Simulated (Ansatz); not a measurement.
doublet BN+: from two basis sets to a third

BN+ has 2 atoms, charge +1, and is taken as a doublet. SMILES of the parent species: `B#N`. The coordinates come from a PBE0-D4/def2-TZVP relaxation. That shape belongs to the parent species and isn't relaxed for this state.

CCSD(T) correlation energies, 2 core orbitals frozen (Ansatz 0.2.0):

| basis | X | correlation energy (Eh) |
| --- | --- | --- |
| cc-pwCVDZ | 2 | -0.152256 |
| cc-pwCVTZ | 3 | -0.185974 |
| cc-pwCVQZ | 4 | ? |

Task: Take E(X) = E∞ + A/X³, fix the two constants on the known rows and predict the third.

Result: 
1. A = (-0.152256 − (-0.185974))/(1/8 − 1/27) = 0.38332 Eh.
2. E∞ = -0.185974 − 0.38332/27 = -0.200171 Eh.
3. X = 4: -0.200171 + 0.38332/64 = -0.194182 Eh.

The run gave -0.195053 Eh, so the prediction is off by +0.9 mEh, 10 % of the last step.

The inverse-cube fit captures most of the remaining gain in correlation energy but gives too little at the quadruple-zeta level: -0.194182 Eh against the computed -0.195053 Eh. The slow convergence comes from the electron-electron cusp, which products of smooth orbitals describe poorly at short range, so functions of ever higher angular momentum are needed. The inverse-cube law describes the tail of that series, and a double-zeta set, with only one shell of d functions on each atom, is hardly in the tail. Its error therefore mixes missing radial and angular flexibility with the cusp error proper, and the fitted A absorbs both. Since the computed step to quadruple zeta is larger than predicted, the extrapolated limit of -0.200171 Eh is probably also not negative enough; a fit to the two larger sets would be the better estimate. Basis-set convergence says nothing about whether a single reference determinant suffices for this doublet, a real question in a species with close-lying σ and π levels.
